PBE-D4 makes it too easy to turn one methyl group of ethane past the other. At the top of the curve its energy is 0.0089 eV, or 7%, below that of CCSD(T), the most accurate method in the table. A simple estimate traces most of this error to the way PBE treats exchange, the part of the electron interaction that comes from the antisymmetry of the wave function.

Ethane (C2H6) in the gas phase, computed with Ansatz 0.2.0 in the def2-TZVPP basis, with frozen cores in CCSD(T) only. At each H–C–C–H torsion, the four atoms defining it keep the minimum's bond lengths and angles while the rest relax with PBE0-D4/def2-TZVP. Energies at each level are counted from the PBE0-D4 minimum structure, at -180.0°.

```csv
torsion (°),CCSD(T) (eV),PBE-D4 (eV),r2SCAN-D4 (eV),PBE0-D4 (eV),PBE-D4 less CCSD(T) (eV),T1 diagnostic
-180.0,0.0000,0.0000,0.0000,0.0000,0.0000,n/a
-171.5,0.0054,0.0051,0.0055,0.0052,-0.0003,0.008
-154.4,0.0448,0.0422,0.0454,0.0429,-0.0026,0.008
-137.2,0.1000,0.0934,0.1007,0.0949,-0.0066,0.008
-120.1,0.1270,0.1181,0.1275,0.1200,-0.0089,0.008
-102.9,0.1003,0.0937,0.1010,0.0952,-0.0066,0.008
-85.8,0.0456,0.0430,0.0462,0.0437,-0.0026,0.008
-68.6,0.0056,0.0053,0.0057,0.0054,-0.0003,0.008
```

The torsion is the angle between one C–H bond on the first carbon and one on the second, seen along the C–C axis. At -180.0° the molecule is staggered, with each C–H bond facing a gap on the other side. At -120.1° it is practically eclipsed, with the C–H bonds facing each other. The last row, at -68.6°, lies just short of the next staggered form and isn't a second minimum.

The PBE-D4 curve alone gives no hint of trouble. It is smooth and has its maximum in the same row as CCSD(T). Its error is nearly a fixed fraction of the torsional energy, between 5 and 7% in every twisted row, so the curve is squeezed in height and keeps its shape. The fault shows only when energies are compared with a better method, and most clearly at the top, since near the minimum the error shrinks to the last printed digit.

CCSD(T) is a sound judge here. Its T1 diagnostic, which warns when a single electron configuration is a poor starting point, stays at 0.008 through the whole turn, well below the usual alarm level of about 0.02. Eclipsing ethane breaks no bond, and the difficulty for PBE must be sought in the ordinary interactions between intact bonds.

PBE0 helps to find the faulty part. It keeps the correlation of PBE but replaces a quarter of its exchange by exact exchange, computed from the orbitals. If the energy changes in proportion to the share replaced, four times the step from PBE-D4 to PBE0-D4 shows what replacing all of it would do. This neglects the response of the orbitals and any difference in how the two dispersion corrections change during the turn.

At the top, the step is 0.1200 − 0.1181 = 0.0019 eV. Four such steps give 0.0076 eV, which raises the PBE-D4 value to 0.1257 eV.

CCSD(T) gives 0.1270 eV, so the estimate removes about 85% of the deficit, whereas PBE0-D4 itself removes only about a fifth. The 0.0013 eV that remain at the top are more than rounding can explain, and the estimate is also slightly low in the two neighbouring rows. Closer to the staggered form it agrees with CCSD(T) within rounding. The output below lists it for all rows; it contains no adjustable constant.

The estimate thus places most of the error in PBE exchange, which favours the eclipsed form too much relative to the staggered one. Theory suggests why. When the C–H bonds of the two methyl groups face each other, their filled orbitals overlap more. Electrons of the same spin must avoid each other, and the energy rises; this is Pauli repulsion. Exact exchange follows the orbitals across the whole region where they overlap. PBE has to infer the exchange energy at each point from the density and its gradient there, and these describe the thin overlap between two filled bonds poorly. This is an argument and not a result of the runs, and it explains why PBE can err here, not why its error makes the barrier too low. Nor do the runs separate Pauli repulsion from another proposed source of the barrier, a slight flow of electrons from filled C–H bonds into empty antibonding orbitals, which favours the staggered form.

r2SCAN-D4 fits this picture. Besides the density and its gradient, it uses the kinetic energy density of the orbitals, which helps it to tell a chemical bond from an overlap of filled shells. It stays within 0.001 eV of CCSD(T) in every row, although it contains no exact exchange. Since r2SCAN also changes the correlation part, its success supports the explanation but can't single out exchange as PBE0 does. Agreement this close may also shift with a larger basis set, to which CCSD(T) is more sensitive than density functionals are. The same holds for the size of the PBE-D4 deficit and for the share of it that the estimate removes.

For practical work, the error is modest. At the top it amounts to 0.9 kJ/mol, about a third of the thermal energy RT at room temperature. It does have a fixed direction, however: PBE-D4 lets the methyl group turn too freely, and PBE0-D4 shares the fault to a lesser degree. The top of this scan shouldn't be compared directly with a measured barrier, because the C–C bond was kept at its staggered length and zero-point vibration is left out.

Nor is full exact exchange with PBE correlation a method to adopt. In many molecules PBE exchange also stands in for part of the correlation, and removing it would spoil that balance. The estimate serves to locate an error, and for this torsion r2SCAN-D4 comes closest to CCSD(T) among the functionals compared. To test a functional's curve for the turn about a single bond, compute CCSD(T) energies at the curve's lowest and highest points and compare their difference with the functional's; a smooth curve with its maximum in the right place is no proof of the right height.

The analysis program printed:

```
Errors against CCSD(T):
     row  PBE-D4 (meV)  PBE0-D4 (meV)  r2SCAN-D4 (meV)  PBE-D4 error (% of CCSD(T) energy)
  -180.0             0              0                0                                   0
  -171.5          -0.3           -0.2              0.1                              -5.556
  -154.4          -2.6           -1.9              0.6                              -5.804
  -137.2          -6.6           -5.1              0.7                                -6.6
  -120.1          -8.9             -7              0.5                              -7.008
  -102.9          -6.6           -5.1              0.7                               -6.58
   -85.8          -2.6           -1.9              0.6                              -5.702
   -68.6          -0.3           -0.2              0.1                              -5.357
CCSD(T) energy at the top (kJ/mol): 12.25
PBE-D4 error at the top (kJ/mol): -0.8587
PBE0-D4 error at the top (% of CCSD(T) energy): -5.512
Largest T1 diagnostic: 0.008
Linear estimate for full exact exchange:
     row  estimate (eV)  estimate less CCSD(T) (meV)
  -180.0              0                            0
  -171.5         0.0055                          0.1
  -154.4          0.045                          0.2
  -137.2         0.0994                         -0.6
  -120.1         0.1257                         -1.3
  -102.9         0.0997                         -0.6
   -85.8         0.0458                          0.2
   -68.6         0.0057                          0.1
Part of the PBE-D4 deficit at the top removed by PBE0-D4 (%): 21.35
Part of the PBE-D4 deficit at the top removed in the linear estimate (%): 85.39
Largest possible rounding error of the linear estimate (meV): 0.35
Change of the PBE D4 term from -180.0 to -171.5 degrees (microelectronvolt): 2
```
